Placing two weak bases among their neighbours: chloromethane and hydrogen peroxide

In the known rows below, the proton affinity of a small neutral molecule spans about 200 kJ/mol, and nearly all of that spread is electronic. Vibrational and thermal terms take 21 to 31 kJ/mol off the electronic value, and the proton's lost entropy costs roughly 30 more. The question is how well these rows of a hybrid-DFT series can place chloromethane, protonated at Cl, and hydrogen peroxide, protonated at O, and which step limits the forecast.

Gas-phase protonation of neutral singlet molecules, computed with PySCF 2.14.0 at the PBE0-D3(BJ)/def2-TZVP level (integration grid level 2) on PBE0-D3(BJ)/def2-SVP geometries. Proton affinities and basicities refer to 298.15 K and 1 bar. Each row gives the most favourable site found, with non-hydrogen atoms numbered in SMILES order.

```
             system    scf option   thermal terms level    formula  site or bond (first listed)  site proton affinity (kJ/mol)  site gas phase basicity (kJ/mol)  site electronic part (kJ/mol)
                CCl      standard  PBE0-D3(BJ)/def2-SVP      CH3Cl                          Cl2                              ?                                 ?                              ?
                 OO      standard  PBE0-D3(BJ)/def2-SVP       H2O2                           O1                              ?                                 ?                              ?
                C=O      standard  PBE0-D3(BJ)/def2-SVP       CH2O                           O2                          714.9                             685.2                          745.5
                 BP  diis-space 4  PBE0-D3(BJ)/def2-SVP       BH4P                           P2                          790.1                             762.2                          810.8
             C=CC=C      standard  PBE0-D3(BJ)/def2-SVP       C4H6                           C1                          807.1                             780.2                          830.3
          O=S1OCCO1      standard              GFN2-xTB    C2H4O3S                           O1                          812.4                             782.8                          833.3
                 NO      standard  PBE0-D3(BJ)/def2-SVP       H3NO                           N1                          826.0                             794.5                          857.1
C#C[SiH2][Se][SiH3]      standard              GFN2-xTB  C2H6SeSi2                           C1                          845.1                             812.9                          866.7
      C#CP1(=S)C=C1      standard              GFN2-xTB     C4H3PS                           C5                          917.9                             889.2                          944.0
```

The system column holds SMILES strings: CCl is chloromethane, OO hydrogen peroxide, NO hydroxylamine and BP the molecule H2B–PH2. The site is the atom that receives the proton. The electronic part E is the energy of the base minus that of the protonated ion, the proton affinity PA is the corresponding enthalpy, and the gas-phase basicity GB is the free energy. The scf option is a convergence setting. The three quantities rank the known rows in the same order, so the table itself shows that entropy does not set the ranking.

What sets the electronic part

A proton has no electrons, so the base supplies both electrons of the new bond, usually from a lone pair. Theory argues that, within one row of the periodic table, the pair is held more tightly as nuclear charge grows from group 15 to group 17, which makes it a poorer donor. The size of that step need not be the same in every row, and the fit below uses one slope for all of them. Hydroxylamine gives a comparison inside one molecule: in the same run its N site lies 122 kJ/mol above its O site in E. Once the proton is bound, the rest of the molecule polarises toward the charge, and a bigger frame should do this better. The numbers agree in direction, since the intact O, S and Se sites of molecules with five or six heavy atoms all lie above the two O sites of molecules with two. That comparison does not isolate polarisability, because the big molecules also differ in element and in their polar S=O and P=S bonds.

Three rows describe other events and are kept out of the fit. In C#CP1(=S)C=C1 the proton at C5 opens the ring, and the entry lies 50 kJ/mol above the affinity of the intact S site. In the selenium compound the proton at C1 is followed by closure of a C–Si–Se ring, worth 38 kJ/mol over the intact Se site. Butadiene has no lone pair and gives an allylic cation.

The model

The fit uses seven intact lone-pair sites: the rows C=O, BP, O=S1OCCO1 and NO, and from the same runs the O site of hydroxylamine, the Se site (treated without spin-orbit coupling) and the S site. With g the group of the site atom, n the number of heavy atoms and energies in kJ/mol:

E = a + b(g − 16) + c ln(n/2), with a = 739 ± 18, b = −95 ± 26, c = 103 ± 22

The logarithm is a convenience that lets the size effect level off. The scatter about the fit is 26 kJ/mol, and a site left out in turn is missed by 34 in the root mean square. Applied to the three carbon sites as group 14, the formula overshoots E by 98 to 170 kJ/mol, so it holds for lone pairs at best.

The second step turns energy into enthalpy. The bound proton adds three vibrations, whose zero-point and thermal energy ΔZ counts against binding, while the free proton's translation and pV term, 5RT/2, counts for it:

E − PA = ΔZ − 5RT/2, with 5RT/2 = 6.2

Bonds from hydrogen to O and N are stiffer than those to P, S and Se, and the averages follow: 29.5 for three O and N sites with DFT vibrations, 16.0 for the three heavier sites. The heavier average is the weaker one, because two of its members use GFN2-xTB vibrations, whose zero-point differences can be off by 5 to 10 kJ/mol. The O site of O=S1OCCO1, also at GFN2-xTB, is left out of the first average and gives only 20.9, close to the 20.7 of the one heavy site with DFT vibrations, so part of the contrast may come from the level of theory.

The third step is entropy. The proton loses its translational entropy, TS(H⁺) by the Sackur-Tetrode equation. Part comes back when the ion has a lower symmetry number σ′ than the base's σ, and part through its added mass, larger moments of inertia and any looser vibrations, a term L averaged over the seven sites. The forecast assumes that symmetry numbers are counted and that σ′ = 1.

PA − GB = TS(H⁺) − RT ln(σ/σ′) − L, with TS(H⁺) = 32.5 and L = 3.3 ± 1.7

The forecasts

Chloromethane, which was not part of the fit, has g = 17, n = 2 and σ = 3, and RT = 6.20/2.5 = 2.48.

E = 739.1 − 94.9 × 1 + 102.9 × ln(2/2) = 644.2
PA = 644.2 − 16.0 ≈ 628
PA − GB = 32.5 − 2.48 × ln 3 − 3.3 = 26.5

With one standard error, in kJ/mol:

H2O2: E about 739 ± 31, PA about 710 ± 31, E − PA about 30 ± 3, PA − GB about 27.5 ± 2
CH3Cl: E about 644 ± 48, PA about 628 ± 48, E − PA about 16 ± 5, PA − GB about 26.5 ± 2

The bar on chloromethane is wide because no group-17 site was fitted, and b rests on two unlike group-15 sites, N next to oxygen and P next to boron's empty p orbital. The model ignores the neighbouring atom, so chemical argument adds directions. Both affinities should fall below the O site of hydroxylamine (708.1) and be the two lowest of the table, with CH3Cl below H2O2. H2O2 should lie below the model's centre, since OH withdraws more than NH2. CH3Cl should lie above it, since its methyl neighbour withdraws less than the NH2 next to one of the two small O sites; this is a weak argument, because the other, in formaldehyde, also has a carbon neighbour.

The withheld rows as computed:

```
system  scf option   thermal terms level  formula  site or bond (first listed)  site proton affinity (kJ/mol)  site gas phase basicity (kJ/mol)  site electronic part (kJ/mol)
   CCl    standard  PBE0-D3(BJ)/def2-SVP    CH3Cl                          Cl2                          652.1                             626.2                          670.1
    OO    standard  PBE0-D3(BJ)/def2-SVP     H2O2                           O1                          674.8                             644.8                          702.3
```

Hits and misses

The directional forecasts all held: both rows lie below 708.1, they are the two lowest, CH3Cl is the lower, and each sits on the stated side of the centre. They deserve limited credit, because they also match rough recalled measured sizes of about 0.67 MJ/mol for H2O2 and 0.65 MJ/mol for CH3Cl and so were not pure deduction, and because the first table is ordered by affinity, so the ranking could be read from the position of the withheld rows. For chloromethane all four ranges contain the computed value. Its affinity is 24 kJ/mol above the centre, a hit that a bar this wide makes easy.

Hydrogen peroxide fell just outside its range in E, at 37 kJ/mol below the centre or 1.2 standard errors, and PA followed at 35 below. The numbers show that replacing NH2 by OH next to the protonated oxygen, at equal size, lowers E by 33 kJ/mol. Electron withdrawal by the more electronegative neighbour is the standard explanation, argued here and not tested. Adding a term in neighbour electronegativity to the fit gave 20.6 ± 22.2 per unit, opposite in sign to this argument and not distinguishable from zero, and it made both misses worse. With only two group-15 sites the term trades against the difference between N and P, whose residuals shrink from about 23 to about 9, so the fit neither supports nor tests the neighbour argument.

The two misses point in opposite directions, so the gap between the molecules is the largest miss in kJ/mol: the model put H2O2 95 kJ/mol above CH3Cl in E, and the calculation gives 32. With a scatter of 26 on each molecule and ± 26 on b, that is still only about one and a half standard errors. The small steps then matter. The stiffer O–H bond and the entropy terms shrink the gap to 23 in PA and 19 in GB.

The vibrational step was right to about 2 kJ/mol for both rows, but PA − GB of H2O2 came out at 30.0, which is 1.4 standard errors high. Its loosening term is thus near 1 kJ/mol, as for formaldehyde and the N site of hydroxylamine, while the other five fitted sites show three to five times that. A term near 1 is roughly what added mass and moments of inertia might give alone, which would leave these three ions almost no vibrational loosening, but the entropy was not split into its parts here to test this. Whether the base already has a torsion does not sort the sites: formaldehyde has none and shows a small term, while H2B–PH2 and the O site of hydroxylamine have one and show large terms. A likelier question is whether protonation creates or frees a soft torsion. CH3ClH⁺, whose term is near 4, shows a soft band far below any listed for chloromethane, while the new torsion of protonated formaldehyde is about a double bond and no soft band is listed for that ion. Only the strongest bands are listed, so this is argued, not shown.

What to do

The electronic part should be computed, since group and size place a lone-pair site only to 30 to 50 kJ/mol, whereas the two thermal steps could be borrowed from like sites at the same thermal level to about 5 here, and across levels only to about 10. The connectivity of each protonated ion needs checking before rows are compared. Pairs a few kJ/mol apart with thermal terms at different levels, such as butadiene and O=S1OCCO1, stay unranked. All values rest on one functional, one conformer and one SCF solution for each species. The output that follows gives the residuals site by site.

Numerical output:

```
All energies in kJ/mol; table rounding 0.05. T*S(H+) = 32.48, 5RT/2 = 6.20
Model A group+size : a,b,c(,d) = 739.1+-18.0 -94.9+-25.6 102.9+-22.3
   scatter s = 25.6, leave-one-out rms = 34.2, 7 sites
Model B plus neighbour electronegativity : a,b,c(,d) = 735.7+-18.7 -96.2+-26.0 113.1+-25.2 20.6+-22.2
   scatter s = 26.1, leave-one-out rms = 43.4, 7 sites
Fitted sites: E, residual A, residual B, E-PA, PA-GB, PA-GB minus proton and symmetry term
  C=O O2          745.5   +6.4   +9.8  30.6  29.7  -1.1 DFT
  BP P2           810.8  -23.1   -8.7  20.7  27.9  -4.6 DFT
  O=S1OCCO1 O1    833.3  -18.9  -26.6  20.9  29.6  -2.9 xTB
  NO N1           857.1  +23.2   +8.7  31.1  31.5  -1.0 DFT
  NO O2           735.0   -4.1   -8.9  26.9  28.6  -3.9 DFT
  Se row Se4      819.3  -14.1   -5.5  12.4  27.8  -4.7 xTB
  P=S row S4      882.8  +30.7  +31.2  14.8  27.8  -4.7 xTB
Worst site, model A: P=S row S4
Carbon sites, not fitted (no lone pair or rearranged): E, model A, E-model, E-PA, PA-GB
  C=CC=C                830.3 1000.1 -169.8  23.2  26.9
  C#C[SiH2][Se][SiH3]   866.7 1023.1 -156.4  21.6  32.2
  C#CP1(=S)C=C1         944.0 1041.9  -97.9  26.1  28.7
NH2OH N minus O site: E 122.1, PA 117.9
Rearranged minus intact PA: Se row 38.2, P=S row 49.9
Known rows: PA span 203.0, PA-GB from 26.9 to 32.2
E-PA mean, sd: O/N sites (DFT) 29.5, 2.3; P/S/Se sites 16.0, 4.3
Loosening term mean -3.3, sd 1.7
Withheld rows: forecast +- 1 s.e., computed, miss (computed - forecast), miss / s.e.
  CCl  E model A   644.2 +- 47.8 |  670.1 |  +25.9 | +0.5
  CCl  E model B   639.5 +- 48.9 |  670.1 |  +30.6 | +0.6
  CCl  E-PA         16.0 +-  5.0 |   18.0 |   +2.0 | +0.4
  CCl  PA-GB        26.5 +-  1.8 |   25.9 |   -0.6 | -0.3
  CCl  PA          628.3 +- 48.0 |  652.1 |  +23.8 | +0.5
  CCl  GB          601.8 +- 48.1 |  626.2 |  +24.4 | +0.5
  CCl  minus NH2OH O site: PA -56.0, E -64.9; minus C=O: PA -62.8
  OO   E model A   739.1 +- 31.3 |  702.3 |  -36.8 | -1.2
  OO   E model B   752.2 +- 34.9 |  702.3 |  -49.9 | -1.4
  OO   E-PA         29.5 +-  2.6 |   27.5 |   -2.0 | -0.8
  OO   PA-GB        27.5 +-  1.8 |   30.0 |   +2.5 | +1.4
  OO   PA          709.5 +- 31.4 |  674.8 |  -34.7 | -1.1
  OO   GB          682.0 +- 31.5 |  644.8 |  -37.2 | -1.2
  OO   minus NH2OH O site: PA -33.3, E -32.7; minus C=O: PA -40.1
OO minus CCl computed: E +32.2, PA +22.7, GB +18.6; model A E +94.9
```
